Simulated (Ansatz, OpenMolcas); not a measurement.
# A ladder of methods for C2H6Te (dimethyl telluride)

C2H6Te has 9 atoms, charge 0, and is taken as a singlet. SMILES: `C[Te]C`. The shape is that of a PBE0-D4/def2-TZVP optimisation.

Quantity: the vertical energy of the triplet above the singlet, in eV. The values are calculated.

```tsv
level	kind	program	value (eV)	CPU time (all runs)
HF/def2-SVP (core potential)	Hartree–Fock	Ansatz	3.41	10 s
revPBE/def2-SVP (core potential)	GGA	Ansatz	3.40	15 s
M06-L/def2-SVP (core potential)	meta-GGA	OpenMolcas	3.56	2.3 min
B3LYP/def2-SVP (core potential)	global hybrid	Ansatz	3.56	22 s
HSE06/def2-SVP (core potential)	range-separated hybrid	Ansatz	3.49	24 s
B2PLYP/def2-SVP (core potential)	double hybrid	Ansatz	3.62	25 s
RPA@PBE/def2-SVP (core potential)	RPA	Ansatz	3.66	34 s
RPA@PBE0/def2-SVP (core potential)	RPA	Ansatz	3.64	38 s
CCSD/def2-SVP (core potential)	coupled cluster or CI	Ansatz	3.65	73 s
```

Spin-orbit coupling is left out. The values span 3.40 to 3.66 eV. In the correlated wave-function rows the outer d shell of Te is correlated, in sets not made for it. CPU times are rough (shared hosts, several kinds of processor and program).

The vertical triplet energy of dimethyl telluride depends only modestly on the method. CCSD gives 3.65 eV, with both RPA values and B2PLYP close by, while Hartree–Fock and revPBE lie lowest at 3.41 and 3.40 eV. The near-agreement of those two is no sign of accuracy, since they treat exchange and correlation very differently. Hartree–Fock probably places the triplet too low because it omits the opposite-spin correlation that favours the closed-shell singlet. The share of exact exchange alone does not order the series: M06-L, which has none, matches B3LYP, and both hybrids lie above Hartree–Fock as well as revPBE.

The excitation most likely moves an electron from the tellurium 5p lone pair into a Te–C σ* orbital. The diffuse lone pair is weakly bound, and poor overlap between tellurium and carbon keeps the σ* level low, which would explain a triplet well below that expected for dimethyl ether. Such an occupation would weaken the Te–C bonds, but a vertical energy does not show whether the triplet relaxes to a bound minimum or dissociates.
